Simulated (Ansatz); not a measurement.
# Lattice constant of the random alloy Pb0.75Sn0.25Se from LDA to r2SCAN, with tests of mesh, cutoff and supercell

Infrared detectors and lasers made from lead tin selenide rely on a narrow band gap, and that gap shifts when the lattice is stretched or squeezed. An error of one or two per cent in the computed lattice constant can therefore spoil a prediction of the working wavelength before any question about the bands is asked. I compare the relaxed lattice constant a of Pb0.75Sn0.25Se across functionals, and then across k-meshes, cutoffs, arrangements and cell sizes. My reference is the 64-atom PBE cell with a 2×2×2 mesh, at 6.1804 Å. All values belong to a static lattice without spin-orbit coupling. The table has no measured row, so I rank the levels by length and not by accuracy.

## How the numbers were made

Main cell: 2x2x2 conventional cells of the PbSe type (64 atoms: 32 Se, 8 Sn, 24 Pb); Pb/Sn share their sites, the best of 600 random draws by like-pair counts in two shells; start lattice by linear mixing of the end members' cells; atoms moved at random by 0.02 Å. In each row cell and atoms were relaxed at the level named; rows that change cutoff, mesh or potentials in the main cell, and some that change the functional, start from a cell relaxed with other settings or at another level; the larger and the small cells start from the mixed lattice. Ansatz 0.2.0: Kohn-Sham DFT, PAW potentials, plane waves, Fermi-Dirac smearing of 0.01 eV, no spin polarisation, spin-orbit coupling only where named. Hardware of the DFT runs: 1 GB200 GPU with 32 threads of Arm Neoverse V2. The same in all rows: composition of the cell as a reduced formula: SnPb3Se4.

Notes on method and selection:

- A finite supercell with one arrangement stands for the random alloy; its composition is rounded to whole atoms.
- The lattice is static: no zero-point motion and no thermal expansion, which in most solids lengthen room-temperature lattice constants by a few tenths of a per cent.
- Runs that didn't converge or were made unsound on purpose aren't shown.
- Times come from hosts shared with other jobs and are rough; they include the analyses that each run asked for.
- But for rows that name other potentials, all functionals use one PAW set, generated with PBE; the run remakes the frozen core for its functional but keeps PBE's partial waves, which adds an error of its own under other functionals.
- D3(BJ) is the two-body form unless a three-body term is named.
- Runs that did not converge, have known faults or may not be shown are not listed, and runs on Ansatz's PAW sets soft_1 and soft_2 are kept to separate tables.

Columns:

- residual pressure (GPa): pressure left in the cell at the end of the relaxation.
- atoms: atoms in the cell.
- cutoff (eV): plane-wave cutoff.
- k-mesh: k-point mesh.
- a (Å): lattice constant a of the mean conventional cell.
- wall time (s): wall time of the whole run (relaxations start from unlike geometries and take unlike numbers of steps).

## Data

| member | residual pressure (GPa) | atoms | cutoff (eV) | k-mesh | a (Å) | wall time (s) | remark |
| --- | --- | --- | --- | --- | --- | --- | --- |
| PBE, more k-points | 0.00 | 64 | 420 | 3×3×3 | 6.1902 | 23 |  |
| PBE, harder potentials | 0.02 | 64 | 640 | 2×2×2 | 6.1804 | 7.3 | restarted from the PBE cell, which hardly moved: the change lies under the tolerance of the relaxation |
| LDA, small cell | 0.00 | 8 | 420 | 4×4×4 | 6.0066 | 3.7 |  |
| PBE, lower cutoff | 0.00 | 64 | 350 | 2×2×2 | 6.1804 | 3.9 | restarted from the PBE cell, which hardly moved: the change lies under the tolerance of the relaxation |
| LDA | 0.00 | 64 | 420 | 2×2×2 | 6.0050 | 8.3 |  |
| PBE, higher cutoff | 0.00 | 64 | 520 | 2×2×2 | 6.1804 | 5.2 | restarted from the PBE cell, which hardly moved: the change lies under the tolerance of the relaxation |
| PBE, second arrangement | 0.00 | 64 | 420 | 2×2×2 | 6.1769 | 9.2 |  |
| PBE+D3(BJ) | 0.00 | 64 | 420 | 2×2×2 | 6.0938 | 10 |  |
| PBE, lowest cutoff | 0.02 | 64 | 300 | 2×2×2 | 6.1804 | 4.2 | restarted from the PBE cell, which hardly moved: the change lies under the tolerance of the relaxation |
| PBE, small cell | 0.01 | 8 | 420 | 4×4×4 | 6.1944 | 6.9 |  |
| PBE | 0.00 | 64 | 420 | 2×2×2 | 6.1804 | 18 |  |
| r2SCAN | −0.05 | 64 | 500 | 2×2×2 | 6.1397 | 14 |  |
| PBE, larger cell | 0.00 | 128 | 420 | 2×2×1 | 6.1819 | 28 |  |
| PBEsol | 0.01 | 64 | 420 | 2×2×2 | ? | 9.6 |  |

Cells marked ? are withheld until the estimate has been made.

## Why the values move as they do

The functional matters far more than the settings. In the 64-atom cell LDA gives the shortest lattice constant and PBE the longest, 6.1804 − 6.0050 = 0.1754 Å apart, or 2.9 % of the LDA value. The usual explanation is that LDA binds too strongly, while PBE's gradient terms favour the uneven density of separated atoms and so weaken the bonds. Adding D3(BJ) to PBE brings in attraction between polarisable ions and shortens a by 6.1804 − 6.0938 = 0.0866 Å, about half of that gap. The program warned that this geometry lies near a switch in the dispersion term, so I trust its last digits less. r2SCAN falls 0.0407 Å below PBE, at a higher cutoff and with partial waves made for PBE.

Among the settings, the denser mesh lengthens the PBE cell by 6.1902 − 6.1804 = 0.0098 Å. It also nearly closes the gap and leaves some levels partly filled, whereas the main mesh shows a wide gap. A likely reason is that the band edges of the PbSe type fold onto the zone centre of this supercell, which an even mesh can miss.

The four rows with other cutoffs or harder potentials repeat 6.1804 Å because they started from the PBE cell and hardly moved. Their agreement to the last digit is no measure of convergence. The residual pressure of 0.00 GPa at 520 eV is better evidence that 420 eV suffices.

A second arrangement changes a by −0.0035 Å and the 128-atom cell by +0.0015 Å, though the latter stretched along its long axis and its value is a mean over unlike edges. The 8-atom cell is longer by 0.0140 Å under PBE but by only 0.0016 Å under LDA. The atoms moved well off their ideal sites in the PBE case and hardly did so under LDA, which fits the larger expansion.

## Estimating the withheld member

Plain estimates from the members shown:

- PBEsol, mean of the 13 members shown: 6.1454 Å, standard deviation 0.065

The mean of the shown members, 6.1454 Å, deserves little trust for PBEsol, because nine of the 13 rows are plain PBE and pull it upwards. I use the 64-atom LDA and PBE rows instead, which share cutoff and mesh with the PBEsol row.

PBEsol has the form of PBE with weaker gradient terms. The coefficient of its gradient term in exchange is about 0.12, against about 0.22 in PBE, a ratio of 0.12 / 0.22 = 0.55. If the expansion beyond LDA scaled with exchange alone, it would be 0.55 × 0.1754 = 0.096 Å, giving 6.0050 + 0.096 = 6.101 Å.

I take this as an approximate ceiling. The gradient term in correlation works against the expansion, and PBEsol reduces it less: its coefficient is about 0.046, against about 0.067 in PBE, a ratio of 0.046 / 0.067 = 0.69. More of the exchange effect is therefore cancelled than in PBE. As the floor I take LDA, since PBEsol generally gives longer lattice constants than LDA in solids.

Having no reason to favour either end, I choose the middle: 6.0050 + 0.096 / 2 = 6.053 Å. For a value equally likely anywhere in the interval, one standard deviation is 0.096 / √12 = 0.028 Å. No other shown functional differs from PBE only in these coefficients, so I cannot try the route on a known row.

**Committed estimate, PBEsol: a = 6.053 ± 0.028 Å.**

## Outcome

| member | residual pressure (GPa) | atoms | cutoff (eV) | k-mesh | a (Å) | wall time (s) |
| --- | --- | --- | --- | --- | --- | --- |
| PBEsol | 0.01 | 64 | 420 | 2×2×2 | 6.0633 | 9.6 |

| member | estimate | a (Å) | computed | estimate − computed | miss in error bars |
| --- | --- | --- | --- | --- | --- |
| PBEsol | committed | 6.0530 | 6.0633 | −0.0103 | 0.4 |
| PBEsol | mean | 6.1454 | 6.0633 | +0.0821 |  |

My estimate of 6.053 Å fell 0.0103 Å below the computed 6.0633 Å, well inside the error bar of 0.028 Å. The mean of the shown members was 0.0821 Å too long.

Both ends of my interval held: PBEsol lies above LDA and below the 6.101 Å that scaling by exchange alone would give. The choice of the middle had no physics behind it, so the small miss says little about the mechanism.

The result itself says more. PBEsol lengthens the LDA lattice by 6.0633 − 6.0050 = 0.0583 Å, which is 0.0583 / 0.1754 = 0.33 of the step from LDA to PBE. The PBE end of that step is a slightly distorted cell, while the LDA and PBEsol cells are nearly cubic. With the nearly cubic second arrangement as the PBE end, the fraction would be 0.0583 / (6.1769 − 6.0050) = 0.34, so the distortion hardly matters here. The exchange coefficients alone would suggest 0.55. A gradient term in correlation that opposes the expansion, and is weakened less than the one in exchange, shifts the fraction in the right direction. A response that isn't linear in the coefficients could also contribute.

## Where the trend breaks

The two LDA rows lie farthest from the PBE reference, by −0.1754 Å in the 64-atom cell and −0.1738 Å in the 8-atom cell. That is LDA's usual overbinding, and the cell size hardly alters it.

Among the plain PBE rows the 8-atom cell stands out, at +0.0140 Å. Its 4×4×4 mesh is as dense in reciprocal space as the main one, so I blame the atoms' shifts off their ideal sites. Such shifts come more easily in a longer lattice, and a cell this small forces every repeat to shift alike.

The 3×3×3 row follows at +0.0098 Å. In the reference geometry the denser mesh does press the cell outwards, but that pressure accounts for only the smaller part of the shift. The rest came as the atoms moved further off their ideal sites and the cell sheared more. The lengthening that I gave above as an effect of the mesh is thus largely one of a growing distortion. The reference itself is already slightly distorted, whereas the second arrangement stayed nearly cubic. Its −0.0035 Å therefore doesn't measure the placing of Pb and Sn alone, as I made it seem above.

The 128-atom cell looks ordinary at +0.0015 Å, but that mean hides its stretch along the long axis. The 2×2×1 mesh treats this axis differently from the other two and may cause the stretch. But the Sn–Se bonds are uneven in this cell too, and Pb and Sn are placed differently, so a single run can't name the cause.

## What the accuracy costs

Two PBE runs, set up alike but for the arrangement of Pb and Sn, took 18 and 9.2 s; the slower one ended in the more distorted cell. With that much scatter I can't rank the functionals by cost, since the five 64-atom rows named by functional alone took between 8.3 and 18 s.

The denser mesh took 23 s, against 5.2 s for the higher cutoff, though both started from the relaxed PBE cell. Part of the ratio of 23 / 5.2 = 4.4 arises because the denser mesh actually moved the cell. It bought a cell that is 0.0098 Å longer and more distorted, with a very different gap. No mesh denser still is listed, so I can't say how close this length is to the converged one. With every run under half a minute, I see no reason to save on the mesh here.

## Conclusions

In the 64-atom cell with the main mesh, a rises in the order LDA, PBEsol, PBE+D3(BJ), r2SCAN, PBE. The smallest step between neighbours is 0.0305 Å, about twice the largest shift from mesh, arrangement or cell size under PBE. Those shifts include changes in how far the atoms sit off their ideal sites, so they aren't clean measures of each setting. The 3×3×3 mesh is listed for PBE alone, which leaves the order untested on it.

For another functional of the PBE form, with gradient terms between those of LDA and PBE, I would still allow about 0.03 Å, because one success is a thin test. The route doesn't cover dispersion corrections or meta-GGAs.

In practice, putting the PBEsol cell into a PBE calculation imposes a strain of (6.0633 − 6.1804) / 6.1804 = −0.019, or 1.9 % compression along each axis. That matters for a narrow-gap detector material.

Thermal expansion and zero-point motion typically lengthen a by a few tenths of a per cent at room temperature, which here means roughly 0.02 Å. This is more than any change of mesh, arrangement or cell size listed here moved it, but far less than the spread between functionals.
